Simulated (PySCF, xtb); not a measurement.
# Ranking isomers of CH2P2

4 gas-phase structures of CH2P2, found in a search over its isomers (lower ones may exist). Each was relaxed with GFN2-xTB:

A. `C1=PP1`, a singlet
B. `C1P=P1`, a singlet
C. `P#CP`, a singlet
D. `P=C=P`, a singlet

Q: Make a reasoned guess at their ranking by r2SCAN-D4/def2-SVP single-point energy.

A: Calculated order at r2SCAN-D4/def2-SVP: B (0.0), A (15.6), C (16.9), D (26.3) kcal/mol.

Energies above the lowest of each column, in kcal/mol; the last columns are at PBE0-D3(BJ)/def2-SVP geometries and were run for some of them only (a dash: not run or not comparable):

```
structure  GFN2-xTB  HF/STO-3G  r2SCAN-D4/def2-SVP  PBE0-D3(BJ)/def2-SVP  CCSD(T)/def2-TZVP
        B       0.0        0.0                 0.0                   0.0                0.0
        A      14.7       16.5                15.6                  15.0               14.2
        C      22.1        9.6                16.9                  19.0               14.2
        D      33.7       34.2                26.3                     –                  –
```

Every level run on B puts it lowest or level with the lowest. CCSD(T)/def2-TZVP orders those it was run on as B (0.0), C (14.2), A (14.2) kcal/mol. Less than 1 kcal/mol parts C and A, so the order within that pair means little. Frequencies (GFN2-xTB) were run for A, B, C alone.

Over these structures GFN2-xTB departs from r2SCAN-D4/def2-SVP by 3.4 kcal/mol on average once a common shift is removed. A GFN2-xTB relaxation took about 0.11 s and the r2SCAN-D4/def2-SVP energy about 8 s on a shared host (PySCF 2.14.0, xtb 6.7.1).

The cyclic isomer with a P=P bond and both hydrogens on carbon (B) is the clear minimum of the four, with A and C level at 14.2 kcal/mol in the coupled-cluster column. The main reason is probably where the hydrogens sit: C–H bonds are stronger than P–H bonds, and B has two of them, A one, and C and D none. The three-membered ring costs relatively little because phosphorus bonds largely through its 3p orbitals and tolerates narrow angles.

The C–H count doesn't explain everything, since C matches A without any C–H bond. This suggests that its strain-free C≡P triple bond makes up for the weaker P–H bonds. D, with the same hydrogen placement, is highest at every level applied to it, so two cumulated C=P bonds appear less favourable than one triple and one single bond. Zero-point energy could tip the near-tie towards C, whose P–H modes are softer than the C–H modes of A.
